# Why diagrams for $G$ carry no symmetry factors: the Hubbard model on one bond

We set $\hbar=1$, measure energies in the hopping $t$, and write $\tau$ for real time. The Hamiltonian is $H_0+V$ with $H_0=-t\sum_{\langle ij\rangle\sigma}(c^\dagger_{i\sigma}c_{j\sigma}+\text{h.c.})$ on nearest-neighbour bonds of the square lattice, each bond counted once. I write the interaction as a spin-independent two-body force,

$$V=\frac U2\sum_i\sum_{\sigma\sigma'}c^\dagger_{i\sigma}c^\dagger_{i\sigma'}c_{i\sigma'}c_{i\sigma}=U\sum_i n_{i\uparrow}n_{i\downarrow}.$$

The terms $\sigma=\sigma'$ vanish because $c_{i\sigma}^2=0$, and the other two are equal. The Green's function is $G_{ij}(\tau)=-i\langle T\,c_{i\sigma}(\tau)c^\dagger_{j\sigma}(0)\rangle$ in the ground state at fixed particle number. I derive the rules, then cut the lattice down to one bond, where we can hold them against the exact answer.

## The rules

If the ground state of $H_0$ is non-degenerate and evolves into the interacting one, the Gell-Mann–Low theorem gives

$$G(x,y)=\frac{-i}{\langle S\rangle_0}\sum_n\frac{(-i)^n}{n!}\int d\tau_1\cdots d\tau_n\,\langle T\,V(\tau_1)\cdots V(\tau_n)\,c(x)c^\dagger(y)\rangle_0 ,$$

where $\langle S\rangle_0$ is the same series without the prefactor $-i$ and without $c(x)c^\dagger(y)$. It cancels every contraction that has a piece detached from $x$ and $y$. Each $V$ brings $U/2$, so the numerical prefactor is $1/(2^nn!)$. Each $V$ is an interaction line with two ends, the vertices, and each vertex holds one $c^\dagger$ and one $c$.

**Counting.** We may relabel the $n$ interaction lines and flip each one end for end. These moves form a group of order $2^nn!$. They leave the value of a contraction unchanged, since the labels are dummy variables and each vertex is a pair of fermion operators. A diagram is an orbit of this group. Suppose a group element maps a connected contraction onto itself. The points $x$ and $y$ do not move, so the first vertex on the line leaving $y$ is fixed. A fixed vertex fixes the other end of its interaction line and the next vertex along its fermion line. Connectedness carries this to all vertices, so the element is the identity. Every orbit therefore has exactly $2^nn!$ members, and each diagram enters with coefficient one.

**Powers of $i$.** There are $2n+1$ contractions, each $\langle Tcc^\dagger\rangle_0=iG_0$, and $(-i)^{n+1}i^{2n+1}=i^n$.

**Loop sign.** Under $T$ the vertices are commuting pairs $c^\dagger_1c_1$. The open line $c_x\,c_1^\dagger c_1\cdots c^\dagger_y$ has every contraction in the order $cc^\dagger$ and gives no sign. In a loop $c_1^\dagger c_1\cdots c_m^\dagger c_m$ the last $c_m$ must pass $2m-1$ operators to stand before $c_1^\dagger$, which gives $-1$. The weight is $i^n(-1)^F$ for $F$ loops. A line that starts and ends on the same interaction is read with $c^\dagger$ later, $G_0(\tau,\tau^+)=i\langle n_\sigma\rangle$.

**Spin.** A spin-independent force conserves spin along a line. In an unpolarised state each loop sum gives 2.

**Momenta.** There are $3n+1$ lines and $2n$ conservation laws, hence $n+1$ free momenta, one of them external, and $n$ integrals remain. In a three-dimensional gas they are four-momentum integrals. On the square lattice with $N$ sites each is $\frac1N\sum_{\mathbf k}\int\frac{d\omega}{2\pi}$ with a two-component $\mathbf k$, conserved modulo a reciprocal lattice vector.

> **Question:** Can one check the orbit count without drawing anything?

Yes. Order $n$ has $(2n+1)!$ contractions for the numerator and $(2n)!$ for $\langle S\rangle_0$. At first order 2 of the 6 are $G_0$ times a vacuum piece. That leaves 4, which is two diagrams of two contractions each. At second order there are 120. Of these, 24 are $G_0$ times a second-order vacuum piece, and $2\cdot4\cdot2=16$ are first-order connected times first-order vacuum. Removing these 40 leaves 80, which is 10 diagrams of 8. Dividing the two generating series gives 74 diagrams at third order.

## The smallest model

Take two sites, one bond and two electrons.

> **Question:** Why not a single site, or a plaquette, which at least looks like a square lattice?

A single site with one electron produces only chains of the first-order term. The four-site plaquette has levels $-2t,0,0,2t$, so at half filling its free ground state is degenerate and the expansion has no unique starting point. The bond has a closed shell and still has a true second-order self-energy.

The orbitals are $b,a=(c_1\pm c_2)/\sqrt2$ with energies $\mp t$, that is $\varepsilon_k=-t\cos k$ with $k=0,\pi$. With $b$ doubly occupied,

$$G_{0b}=\frac1{\omega+t-i\eta},\qquad G_{0a}=\frac1{\omega-t+i\eta},\qquad\langle n_{i\sigma}\rangle=\tfrac12 .$$

**Exact solution.** The even singlets $|b_\uparrow b_\downarrow\rangle$ and $|a_\uparrow a_\downarrow\rangle$ mix through

$$\begin{pmatrix}-2t+U/2&U/2\\U/2&2t+U/2\end{pmatrix},\qquad E_0=\frac{U-c}2,\qquad c=\sqrt{U^2+16t^2},$$

and the weight of $|b_\uparrow b_\downarrow\rangle$ is $Z_-=\frac12+\frac{2t}c$. Removing $b_\uparrow$ leaves one electron of energy $-t$. Adding $b_\uparrow$ acts on the other component, of weight $Z_+=1-Z_-$, and gives a three-electron state of energy $U+t$. The Lehmann representation has poles at $\omega_-=E_0+t$ and $\omega_+=U+t-E_0$, so $\omega_\pm=\frac U2+t\pm\frac c2$. Adding the two fractions, away from the poles,

$$G_b(\omega)=\frac{Z_-}{\omega-\omega_-}+\frac{Z_+}{\omega-\omega_+}=\frac1{\omega+t-\Sigma_b},\qquad\Sigma_b=\frac U2+\frac{U^2/4}{\omega-U/2-3t}.$$

At $\omega=0$ this is rational in $U$:

$$G_b(0)=\frac{6t+U}{2t(3t-U)}=\frac1t\Big[1+\frac U{2t}+\frac{U^2}{6t^2}+\frac{U^3}{18t^3}+\dots\Big].$$

The rules must deliver these coefficients.

## First order

The Hartree tadpole has $F=1$: $\Sigma_H=i\,(-1)\,2\,U\,(i/2)=U$. The Fock diagram has $F=0$: $\Sigma_F=i\,U\,(i/2)=-U/2$. The sum is $U/2$, as in the exact $\Sigma_b$. The Fock term removes the same-spin half of the Hartree term and leaves $U\langle n_{\bar\sigma}\rangle$, with $\bar\sigma$ the opposite spin.

## The ten diagrams of second order

Four are reducible products of first-order pieces, $G_0\Sigma G_0\Sigma G_0$. Four have a Hartree or Fock insertion inside the internal line of a Hartree or Fock diagram. The insertion does not depend on $k$ or $\omega$, so these contain $\int d\omega\,G_{0k}^2$, a double pole without residue, and vanish. In words, a uniform shift does not change the density at fixed particle number. The last two are the bubble and the crossed exchange diagram. For a local interaction both contain the same product, with weights $i^2(-1)2=+2$ and $i^2=-1$:

$$\Sigma^{(2)}(k,\omega)=(2-1)\,\frac{U^2}{N^2}\sum_{q,p}\int\!\frac{d\nu}{2\pi}\!\int\!\frac{d\omega'}{2\pi}\,G_0(k-q,\omega-\nu)\,G_0(p+q,\omega'+\nu)\,G_0(p,\omega').$$

Two sums and two integrals remain, as promised for $n=2$. Put $k=0$ and $N=2$. For $q=0$ both poles in $\omega'$ lie in the same half-plane and the integral is zero. For $q=p=\pi$ the same happens in $\nu$. For $q=\pi$, $p=0$ we close upwards at $\omega'=-t$ and get $i/(\nu-2t+i\eta)$. We close upwards again at $\nu=\omega-t$, where $G_{0a}(\omega-\nu)$ has residue $-1$, and get $i\cdot i\cdot(-1)/(\omega-3t+i\eta)$. Thus

$$\Sigma_b^{(2)}=(2-1)\,\frac{U^2/4}{\omega-3t+i\eta},$$

which is the $U^2$ term of the exact $\Sigma_b$. The intermediate state has two electrons at $k=\pi$ and a hole at $k=0$. Its total momentum $2\pi$ equals the external $0$ only modulo a reciprocal vector, so the one surviving process is an umklapp process.

In time the same result reads $\Sigma^{(2)}_{ij}(\tau)=U^2G_{0,ij}(\tau)^2G_{0,ji}(-\tau)$. For $\tau>0$ this is $-\frac i8U^2e^{-3it\tau}$ for both $\Sigma_{11}$ and $\Sigma_{12}$, and for $\tau<0$ the two cancel in $\Sigma_b=\Sigma_{11}+\Sigma_{12}$.

At $\omega=0$ we have $G_{0b}=1/t$, and the contributions to $G_b(0)$ in units of $U^2/t^3$ are:

| diagram | $F$ | value |
|---|---|---|
| Hartree, Hartree | 2 | 1 |
| Hartree, Fock | 1 | -0.5 |
| Fock, Hartree | 1 | -0.5 |
| Fock, Fock | 0 | 0.25 |
| four insertions | 2, 1, 1, 0 | 0 each |
| bubble | 1 | -0.1667 |
| crossed exchange | 0 | 0.0833 |
| sum | | 0.1667 |

The sum is the exact $1/6$, with every diagram counted once. For $U=t$ the poles are $\omega_-=-0.5616\,t$ and $\omega_+=3.5616\,t$, with weights $0.9851$ and $0.0149$. They give $tG_b(0)=1.7542-0.0042=1.7500$. The partial sums through orders zero to three are $1$, $1.5$, $1.6667$ and $1.7222$, and the series converges for $U<3t$, where $\omega_-$ reaches zero.

> **Question:** Is the cancellation of same-spin terms an accident of low order?

No. Both ends of a local, instantaneous interaction sit at the same site and time. If they carry the same spin, swap the two outgoing lines. The product of propagators is unchanged, and the diagram stays connected because the two ends are tied by the interaction line. Close the open line by identifying $x$ with $y$, and a contraction becomes a permutation with $F+1$ cycles. The swap multiplies it by a transposition, which changes the number of cycles by one. The partners cancel.

The list above shows it. Give each loop a weight $y$. The three groups carry $(1+y)^2$, $(1+y)^2$ and $1+y$, in total $2y^2+5y+3$. The same polynomial follows from the generating series, because the sum of $y^{\text{cycles}}$ over permutations of $m$ objects is $y(y+1)\cdots(y+m-1)$. For $y=1$ it counts 10 diagrams. For one spin species $y=-1$ and each group vanishes, as it must for $V=0$. For two species $y=-2$ and the groups give $1,1,-1$.

> **Question:** I always start from $Un_\uparrow n_\downarrow$. Where are my $2^n$ and my factor 2 per loop?

Both are absent, and they are absent together with the cancelled diagrams. Your prefactor is $1/n!$. The ends of a line are distinguished by spin, so there is no flip, and each diagram comes from $n!$ contractions. The spin changes across every interaction line, so the external spin fixes the spin of each loop and nothing is summed. The weight is still $i^n(-1)^F$. At second order three diagrams survive: two tadpoles in a row, a tadpole on a tadpole, and the bubble, with $(-1)^F=1,1,-1$. These are the three group weights at $y=-2$. One must not mix the conventions: a factor 2 per loop demands the exchange partners.

## What wrong rules would do

Put the net first-order shift $U/2$ into the internal lines. The pole moves to $2(t+\frac U2)-(-t+\frac U2)=3t+\frac U2$, and the first- and second-order terms then reproduce the exact $\Sigma_b$ for any $U$. This makes the bond a sharp test. Let the second-order coefficient be $\lambda$ in place of $2-1$, keep the shift, and solve Dyson's equation with $\tilde\omega=\omega-U/2$:

$$(\tilde\omega+t)(\tilde\omega-3t)=\frac{\lambda U^2}4,\qquad\tilde\omega_-=t-r,\qquad Z_-=\frac12+\frac tr,\qquad r=\sqrt{4t^2+\lambda U^2/4}.$$

For $U=3t$:

| rule | $\lambda$ | $\tilde\omega_-/t$ | $Z_-$ |
|---|---|---|---|
| as derived, equal to exact | 1 | -1.500 | 0.900 |
| spurious symmetry factor | 1/2 | -1.264 | 0.942 |
| factor 2 without exchange partner | 2 | -1.915 | 0.843 |

The last row is the $U^2$ term that $GW$ with a spin-independent bare interaction keeps. Without the loop sign the weights are $-2$ and $-1$, so $\lambda=-3$. The self-energy then has a negative residue, and the poles leave the real axis to $\tilde\omega=(1\pm1.658\,i)\,t$, which no Lehmann representation allows.

> **Question:** If second order is exact, what happens to all the third-order diagrams?

The exact third-order term is $U^3/[8(\omega-3t)^2]$. In the $n_\uparrow n_\downarrow$ form it comes from one tadpole inserted into each of the three internal lines in turn, which is the shift just described. Tadpoles with corrected internal lines vanish, since the site density stays $\frac12$ per spin. That leaves two irreducible diagrams: the open $\uparrow$ line passes all three interactions, and their $\downarrow$ ends form one triangular loop with either orientation. At half filling on a bipartite lattice with nearest-neighbour hopping, the map $c_i\to s_ic_i^\dagger$ with sublattice sign $s_i=\pm1$ gives $G_{0,ij}(\tau)=-s_is_jG_{0,ji}(-\tau)$. Reversing the triangle gives $(-1)^3$, and each $s_i$ appears twice. The two diagrams cancel, and only because they have equal coefficients. This argument holds on the half-filled square lattice whenever the free ground state is particle-hole symmetric. That all higher orders also sum to zero with shifted lines is special to the bond.

> **Question:** So where do symmetry factors survive?

In vacuum diagrams, which have no external point to anchor the argument. At first order the two contractions are each mapped onto themselves by the flip. Each is a diagram of its own and keeps the $\frac12$. With $n_\sigma=\frac12$, the two-loop term gives $(2n_\sigma)^2$ and the one-loop term $-2n_\sigma^2$, so two sites give

$$E^{(1)}=2\cdot\frac U2\big[(2n_\sigma)^2-2n_\sigma^2\big]=\frac U2 ,$$

in agreement with the expansion $E_0=-2t+\frac U2-\frac{U^2}{16t}+\dots$ of the exact energy. The same two topologies, cut open along one fermion line, are the Hartree and Fock diagrams for $G$, and there the $\frac12$ has gone.